# Spin-dependent Compton scattering and the laser polarimeter asymmetry

## Conventions and results

Units are $\hbar=c=1$ with $e^2=4\pi\alpha$, metric $(+,-,-,-)$, electron mass $m$ and $r_e=\alpha/m$. The photon polarisation $P_c$ is the mean helicity, so $P_c=+1$ means spin along the photon momentum (called left-circular in the optics convention of an observer facing the source). The electron polarisation $\boldsymbol\zeta=\langle\boldsymbol\sigma\rangle$ is taken in the electron rest frame. Final polarisations are summed. The premises are lowest-order QED, a free electron, and scattering of one photon out of the beam.

**Result 1 (rest frame).** A photon $\mathbf k=\omega\mathbf n$ scatters into $\mathbf k'=\omega'\mathbf n'$ with $C\equiv\cos\theta=\mathbf n\cdot\mathbf n'$. For a beam without linear polarisation,

$$\frac{d\sigma}{d\Omega}=\frac{r_e^2}{2}\left(\frac{\omega'}{\omega}\right)^2\left[\Phi_0-P_c\,(1-\cos\theta)\,\frac{\boldsymbol\zeta\cdot(\mathbf k\cos\theta+\mathbf k')}{m}\right],\qquad \Phi_0=\frac{\omega}{\omega'}+\frac{\omega'}{\omega}-\sin^2\theta .\tag{1}$$

$\Phi_0$ is the Klein-Nishina bracket. The spin term belongs to the set of polarisation functions given by Lipps and Tolhoek (1954).

**Result 2 (laser backscattering).** Electrons of energy $E=\gamma m\gg m$ meet photons of energy $\omega_0$ head-on. Let $\omega_L'$ be the laboratory energy of the scattered photon and

$$a=\frac{1}{1+4E\omega_0/m^2},\qquad \omega'_{\max}=(1-a)E,\qquad \rho=\frac{\omega_L'}{\omega'_{\max}},\qquad y=1-\rho(1-a).$$

With $P_e$ the electron polarisation along its momentum, $P_T$ its transverse polarisation and $\varphi$ the azimuth of the scattered photon measured from the transverse spin,

$$\frac{d\sigma}{d\rho\,d\varphi}=r_e^2\,a\,\Phi_0\left[1-P_cP_eA_L-P_cP_TA_T\cos\varphi\right],\qquad \Phi_0=1+\left[\frac{1-\rho(1+a)}{y}\right]^2+\frac{\rho^2(1-a)^2}{y},\tag{2}$$

$$A_L=\frac{1-\rho(1+a)}{\Phi_0}\left(1-\frac1{y^2}\right),\qquad A_T=\frac{\rho(1-a)\sqrt{4a\rho(1-\rho)}}{y\,\Phi_0}.\tag{3}$$

$A_L=(\sigma_{3/2}-\sigma_{1/2})/(\sigma_{3/2}+\sigma_{1/2})$ compares parallel with antiparallel photon and electron spins. It is negative for $0<\rho<\rho_0=1/(1+a)$, vanishes at $\rho_0$, and equals $(1-a^2)/(1+a^2)$ at the Compton edge $\rho=1$.

## Proof of Result 1

**Kinematics.** With $p=(m,\mathbf 0)$ and $p'=p+k-k'$, the condition $p'^2=m^2$ gives $m(\omega-\omega')=\omega\omega'(1-C)$. Put $\Delta=\omega-\omega'$ and $\mathbf q=\mathbf p'=\mathbf k-\mathbf k'$. Then $E'-m=\Delta$, $E'+m=2m+\Delta$ and

$$\frac{1-C}{m}=\frac{\Delta}{\omega\omega'}.\tag{4}$$

**Amplitude.** Write $\hat v=v_\mu\gamma^\mu$. The two tree diagrams give, up to a common phase,

$$\mathcal M=e^2\,\bar u'\left[\frac{\hat\epsilon'^*(\hat p+\hat k+m)\hat\epsilon}{2p\cdot k}-\frac{\hat\epsilon\,(\hat p-\hat k'+m)\hat\epsilon'^*}{2p\cdot k'}\right]u .$$

Gauge invariance allows purely spatial polarisation vectors, $\epsilon=(0,\mathbf e)$ and $\epsilon'=(0,\mathbf e')$, so $\epsilon\cdot p=\epsilon'\cdot p=0$. Then $(\hat p+m)\hat\epsilon u=\hat\epsilon(m-\hat p)u=0$ by the Dirac equation, and likewise for $\epsilon'^*$. With $p\cdot k=m\omega$, $p\cdot k'=m\omega'$, $n=(1,\mathbf n)$ and $n'=(1,\mathbf n')$,

$$\mathcal M=\frac{e^2}{2m}\,\bar u'\,w,\qquad w=\left[\hat\epsilon'^*\hat n\,\hat\epsilon+\hat\epsilon\,\hat n'\hat\epsilon'^*\right]u .$$

**Reduction to Pauli matrices.** In the Dirac representation $\gamma^0=\mathrm{diag}(1,-1)$, $\boldsymbol\gamma=\begin{pmatrix}0&\boldsymbol\sigma\\-\boldsymbol\sigma&0\end{pmatrix}$ and $u=\sqrt{2m}\,(\chi,0)^T$. Abbreviate $\sigma_v=\boldsymbol\sigma\cdot\mathbf v$. A product of two spatial matrices is $(\mathbf a\cdot\boldsymbol\gamma)(\mathbf b\cdot\boldsymbol\gamma)=-\sigma_a\sigma_b$ on both blocks. The $\gamma^0$ parts of $\hat n$ and $\hat n'$ therefore keep the spinor in the upper block, and the spatial parts move it to the lower block: $w=\sqrt{2m}\,(A\chi,-B\chi)^T$ with

$$A=\sigma_{e'^*}\sigma_e+\sigma_e\sigma_{e'^*}=2\,\mathbf e'^*\!\cdot\mathbf e,\qquad B=\sigma_{e'^*}\sigma_n\sigma_e+\sigma_e\sigma_{n'}\sigma_{e'^*}.$$

The sum over final spins uses $\sum u'\bar u'=\hat p'+m$, so $\sum|\bar u'w|^2=w^\dagger\gamma^0(\hat p'+m)w$. The matrix $\gamma^0(\hat p'+m)$ has diagonal blocks $E'\pm m$ and off-diagonal blocks $-\sigma_q$. Hence $\sum_{s'}|\mathcal M|^2=(e^4/2m)\,\chi^\dagger W\chi$ with

$$W=(2m+\Delta)A^\dagger A+\Delta\,B^\dagger B+A^\dagger\sigma_qB+B^\dagger\sigma_qA .\tag{5}$$

**Helicity basis.** Take $\mathbf n=\hat{\mathbf z}$, $\mathbf n'=(S,0,C)$ with $S=\sin\theta$, and $\hat{\boldsymbol\theta}=(C,0,-S)$, so that $(\hat{\boldsymbol\theta},\hat{\mathbf y},\mathbf n')$ is right-handed. The vectors $\mathbf e=(\hat{\mathbf x}+i\lambda\hat{\mathbf y})/\sqrt2$ and $\mathbf e'=(\hat{\boldsymbol\theta}+i\lambda'\hat{\mathbf y})/\sqrt2$ satisfy $i\,\mathbf n\times\mathbf e=\lambda\mathbf e$ and $i\,\mathbf n'\times\mathbf e'=\lambda'\mathbf e'$, which is the statement that they carry helicities $\lambda,\lambda'=\pm1$. From $\sigma_a\sigma_b=\mathbf a\cdot\mathbf b+i\boldsymbol\sigma\cdot(\mathbf a\times\mathbf b)$ follow $\sigma_n\sigma_e=\lambda\sigma_e$ and $\sigma_{n'}\sigma_{e'^*}=-\lambda'\sigma_{e'^*}$. With $g=\mathbf e'^*\!\cdot\mathbf e=(C+\lambda\lambda')/2$ and $\mathbf v=\mathbf e'^*\times\mathbf e$,

$$B=\lambda(g+i\sigma_v)-\lambda'(g-i\sigma_v)=(\lambda-\lambda')g+i(\lambda+\lambda')\sigma_v .$$

**Helicity flip, $\lambda'=-\lambda$.** Here $A=-(1-C)$ and $B=\lambda A$ are numbers, and (5) gives

$$W_{\rm f}=2(1-C)^2\left[m+\Delta+\lambda\,\boldsymbol\sigma\cdot(\mathbf k-\mathbf k')\right].\tag{6}$$

**Helicity kept, $\lambda'=\lambda$.** Here $A=1+C$. Since $\hat{\boldsymbol\theta}\times\hat{\mathbf x}=-S\hat{\mathbf y}$, one finds $\mathbf v=\tfrac12[-S\hat{\mathbf y}+i\lambda\mathbf N]$ with $\mathbf N=\mathbf n+\mathbf n'$, and $B=-(\sigma_N+i\lambda S\sigma_y)$. The products need $[\sigma_a,\sigma_b]=2i\boldsymbol\sigma\cdot(\mathbf a\times\mathbf b)$, the cross products $\mathbf n\times\hat{\mathbf y}=-\hat{\mathbf x}$ and $\mathbf n'\times\hat{\mathbf y}=-\hat{\boldsymbol\theta}$, and the decompositions $S\hat{\mathbf x}=\mathbf n'-C\mathbf n$ and $S\hat{\boldsymbol\theta}=C\mathbf n'-\mathbf n$. With $N^2=2(1+C)$ and $\mathbf q\cdot\mathbf N=\Delta(1+C)$,

$$B^\dagger B=N^2+S^2-2\lambda S\,\boldsymbol\sigma\cdot(\mathbf N\times\hat{\mathbf y})=(1+C)(3-C)+2\lambda(1+C)\,\boldsymbol\sigma\cdot(\mathbf n'-\mathbf n),$$

$$\sigma_qB+B^\dagger\sigma_q=-2\Delta(1+C)+2\lambda\,\boldsymbol\sigma\cdot\left[\omega(C\mathbf n-\mathbf n')+\omega'(C\mathbf n'-\mathbf n)\right].$$

In (5) the spin-free terms add to $2m(1+C)^2+\Delta(1+C)[(1+C)+(3-C)-2(1+C)]$. The spin terms share the factor $2\lambda(1+C)$; the coefficient of $\mathbf n$ is $-\Delta+C\omega-\omega'=-\omega(1-C)$ and that of $\mathbf n'$ is $\Delta-\omega+C\omega'=-\omega'(1-C)$. Thus

$$W_{\rm k}=2m(1+C)^2+2(1-C^2)\left[\Delta-\lambda\,\boldsymbol\sigma\cdot(\mathbf k+\mathbf k')\right].\tag{7}$$

**Sum.** The spin-free parts of (6) and (7) add to $4m(1+C^2)+4\Delta(1-C)$. The spin parts add to $2\lambda(1-C)\,\boldsymbol\sigma\cdot[(1-C)(\mathbf k-\mathbf k')-(1+C)(\mathbf k+\mathbf k')]=-4\lambda(1-C)\,\boldsymbol\sigma\cdot(\mathbf kC+\mathbf k')$. By (4), $\Delta(1-C)/m=\Delta^2/\omega\omega'=\omega/\omega'+\omega'/\omega-2$, so $1+C^2+\Delta(1-C)/m=\Phi_0$. The spin density matrix $\tfrac12(1+\boldsymbol\sigma\cdot\boldsymbol\zeta)$ replaces $\boldsymbol\sigma$ by $\boldsymbol\zeta$, and an incoherent mixture of the two helicities replaces $\lambda$ by $P_c$:

$$\sum|\mathcal M|^2=2e^4\left[\Phi_0-P_c(1-C)\,\boldsymbol\zeta\cdot(\mathbf kC+\mathbf k')/m\right].$$

**Phase space.** The flux factor is $4m\omega$. After the momentum delta function is used, the two-body phase space is $\omega'd\omega'\,d\Omega\,\delta(\omega'+E'-\omega-m)/(16\pi^2E')$. With $E'^2=m^2+|\mathbf k-\mathbf k'|^2$, $d(\omega'+E')/d\omega'=(E'+\omega'-\omega C)/E'=[m+\omega(1-C)]/E'=m\omega/(\omega'E')$, the last step by (4). Therefore $d\sigma/d\Omega=(\omega'/\omega)^2\sum|\mathcal M|^2/(64\pi^2m^2)$, and $2e^4/(64\pi^2m^2)=r_e^2/2$ gives (1).

The spin term is of order $\omega/m$, vanishes in the forward direction, and needs both $P_c$ and $\boldsymbol\zeta$. Parity demands the last property: $\boldsymbol\zeta\cdot\mathbf k$ is a pseudoscalar and must multiply another pseudoscalar, the helicity.

## Proof of Result 2

**Boost.** The electron moves along $+z_L$ with momentum $p_e=\beta E$, the photon along $-z_L$. The invariant $p\cdot k$ gives the rest-frame photon energy $\omega=\kappa m$ with $\kappa=\omega_0(E+p_e)/m^2$. Define $a=1/(1+2\kappa)$; replacing $E+p_e$ by $2E$ changes $\kappa$ by the relative amount $1/(4\gamma^2)$ and yields the stated form. From (4), $\omega'/\omega=1/[1+\kappa(1-C)]$. The component of $\mathbf k'$ along $+z_L$ is $-\omega'C$, so $\omega_L'=\gamma\omega'(1-\beta C)$. Both $\omega_L'$ and $1-C$ are linear in the invariant $p\cdot k'$ or monotonic in it, and for an electron that carries more momentum than the photon $\omega_L'$ is largest at $C=-1$: $\omega'_{\max}=\gamma(1+\beta)\kappa m\,a=(1-a)(E+p_e)/2$, because $2\kappa a=1-a$. The ratio is

$$\rho=\frac{1-\beta C}{1+\beta}\,\frac{1+2\kappa}{1+\kappa(1-C)} .$$

The first factor exceeds $(1-C)/2$ by $(1-\beta)(1+C)/[2(1+\beta)]$, which is at most about $1/(4\gamma^2)$. Dropping this and using $\kappa=(1-a)/2a$ gives $\rho=(1-C)/[2a+(1-a)(1-C)]$, which inverts to

$$1-C=\frac{2a\rho}{y},\qquad 1+C=\frac{2(1-\rho)}{y},\qquad C=\frac{1-\rho(1+a)}{y},\qquad \frac{\omega'}{\omega}=y,\qquad \left|\frac{dC}{d\rho}\right|=\frac{2a}{y^2}.\tag{8}$$

A cross section into a given set of final states is invariant under boosts along the collision axis, and the azimuth is unchanged. Hence $d\sigma/d\rho\,d\varphi=(r_e^2/2)\,y^2\,(2a/y^2)[\dots]=r_e^2a[\dots]$, where $[\dots]$ is the bracket of (1). The unpolarised part is $y+1/y-1+C^2=1+C^2+(1-y)^2/y$, the form in (2). The laboratory angle from the electron direction follows from $\tan(\theta_L/2)=\sqrt{(1-\beta)/(1+\beta)}\,\cot(\theta/2)$, so $\theta_L\simeq\gamma^{-1}\sqrt{(1-\rho)/a\rho}$.

**Spin projections.** Photon helicity is Lorentz invariant, and the boost along the electron momentum is the one that defines $\boldsymbol\zeta$. Since $\mathbf n=-\hat{\mathbf z}_L$, the component of $\boldsymbol\zeta$ along $\mathbf n$ is $-P_e$, and

$$\boldsymbol\zeta\cdot(\mathbf kC+\mathbf k')=-P_e\,C(\omega+\omega')+P_T\,\omega'S\cos\varphi .$$

By (4), $(1-C)(\omega+\omega')/m=\omega/\omega'-\omega'/\omega=1/y-y$ and $(1-C)\omega'/m=1-y$. The spin term of (1) becomes $P_cP_eC(1/y-y)-P_cP_T(1-y)S\cos\varphi$, which identifies

$$A_L=-\frac{C\,(1/y-y)}{\Phi_0},\qquad A_T=\frac{(1-y)\,S}{\Phi_0}.\tag{9}$$

Inserting $C$ and $S=\sqrt{(1-C)(1+C)}=\sqrt{4a\rho(1-\rho)}/y$ from (8) gives (3). In a head-on collision opposite helicities, $P_cP_e=-1$, mean parallel spins with $|J_z|=3/2$, and the bracket in (2) is then $1+A_L$.

**Zero and edge.** For $0<\rho\le1$ one has $y<1$ and $\Phi_0>0$, so $A_L$ has the sign of $-C$. It changes sign at $\theta=90^\circ$ in the rest frame, which by (8) is $\rho_0=1/(1+a)$, with $\theta_L=1/\gamma$. Keeping $\beta$ gives $\rho_0=2/[(1+\beta)(1+a)]$. At the edge $C=-1$, $y=a$ and $\Phi_0=1/a+a$, so

$$A_L(1)=\frac{1/a-a}{1/a+a}=\frac{1-a^2}{1+a^2}=\tanh\ln(1+2\kappa).$$

Only the flip term (6) survives there, and the brackets for $|J_z|=3/2$ and $1/2$ are $2/a$ and $2a$. For $\kappa\ll1$ the edge value tends to $4E\omega_0/m^2$; for $\kappa\gg1$ it tends to 1.

**Measured asymmetry.** Reversing $P_c$ or $P_e$ at equal luminosity, with a detector symmetric in $\varphi$ that assigns weight $f(\rho)$ to each photon, gives a signal asymmetry $|P_cP_e|\langle A_L\rangle_f$ between parallel and antiparallel spins, with $\langle A_L\rangle_f=\int fA_L\Phi_0\,d\rho/\int f\Phi_0\,d\rho$. The $A_T$ term integrates to zero. For plain counting of $N_\gamma$ photons the binomial spread of a small asymmetry is $1/\sqrt{N_\gamma}$, so $\delta P_e/P_e=1/(|P_cP_e|\langle A_L\rangle\sqrt{N_\gamma})$.

## Range of validity

- **Order in $\alpha$.** Loops and real-photon emission are omitted. The natural scale of their relative effect on the asymmetries is $\alpha/\pi=0.23\,\%$; the coefficient is not derived here. Asymmetries are therefore quoted to three figures as tree-level values.
- **Ultrarelativistic step.** Result 1 holds for any $\omega/m$. Result 2 drops terms of order $1/(4\gamma^2)$ in $\rho$ and fails only for $\rho\lesssim1/\gamma^2$.
- **Linear polarisation.** It enters through elements of the photon density matrix that connect $\lambda=+1$ and $-1$. For longitudinal electron spin, rotation about the beam axis makes them vary as $e^{\pm2i\varphi}$, so they vanish in an azimuthally symmetric detector.
- **Crossing angle $\psi$.** Then $\kappa=\omega_0(E+p_e\cos\psi)/m^2$, a relative decrease of $\psi^2/4$. In the rest frame $\mathbf k$ tilts from the axis by about $\psi/2\gamma$. The second beam of a standing-wave cavity nearly co-propagates with the electrons; its flux factor is smaller by $(1-\beta\cos\psi)/(1+\beta\cos\psi)$, and its scattered photons reach only $2\gamma^2\omega_0(1-\beta\cos\psi)$.
- **One-photon regime.** A circularly polarised wave of intensity $I_0$ shifts $m^2$ to $m^2(1+\xi^2)$ and opens multiphoton channels, with $\xi^2=e^2I_0/(\varepsilon_0m^2c^3\omega_{\rm opt}^2)$ in SI units and $\omega_{\rm opt}$ the optical angular frequency. The results need $\xi^2\ll1$.

## Illustration: 1064 nm photons on 1 GeV electrons

With $m=0.510999$ MeV, $\omega_0=2\pi/(1064\ \text{nm})=1.16527$ eV and total energy $E=1$ GeV, $\gamma=1957$ and $4E\omega_0/m^2=0.017850$. Then $a=0.98246$, $\omega'_{\max}=17.537$ MeV, $\rho_0=0.50442$ and $2\pi r_e^2a=490$ mb. The rest-frame photon energy is $\kappa m=4.56$ keV, close to the Thomson regime, which is why the asymmetries are small.

| $\rho$ | $\omega'_L$ (MeV) | $\theta_L$ (mrad) | $d\sigma/d\rho$ (mb) | $A_L$ (%) | $A_T$ (%) |
|---|---|---|---|---|---|
| 0.30 | 5.261 | 0.79 | 572 | $-0.369$ | 0.412 |
| $\rho_0$ | 8.846 | 0.51 | 490 | 0 | 0.885 |
| 0.75 | 13.153 | 0.30 | 610 | 1.05 | 0.920 |
| 1 | 17.537 | 0 | 981 | 1.77 | 0 |

Here $d\sigma/d\rho=2\pi r_e^2a\Phi_0$ is the unpolarised spectrum. The minimum of $A_L$ lies at $\rho=0.30$. Integrating over $0\le\rho\le1$ gives a total cross section of 654 mb. Counting all photons ($f=1$) gives $\langle A_L\rangle=0.434\,\%$, since the negative lobe cancels part of the signal. Energy weighting ($f=\rho$) gives $0.876\,\%$. Counting only above $\rho_0$ keeps 324 mb and gives $1.10\,\%$.

The neglected terms are small. The kinematic one is $1/(4\gamma^2)=6.5\times10^{-8}$. An assumed crossing angle of 20 mrad gives $\psi^2/4=1.0\times10^{-4}$ and a tilt of $5.1\times10^{-6}$ rad; the second cavity beam is suppressed in rate by $1.0\times10^{-4}$ and its photons end at 1.8 keV. An assumed beam power $\mathcal P=5$ kW in a Gaussian waist $w_0=100\ \mu$m has peak intensity $2\mathcal P/\pi w_0^2=3.2\times10^{7}$ W/cm$^2$ and $\xi^2=1.3\times10^{-11}$. The radiative correction is thus the leading omission.

For assumed polarisations $|P_c|=1$ and $|P_e|=0.80$, an ideal detector with threshold at $\rho_0$ and no background, the model's counting asymmetry is $0.88\,\%$, and a relative statistical uncertainty of $1\,\%$ on $P_e$ needs $N_\gamma=1.3\times10^{8}$ detected photons.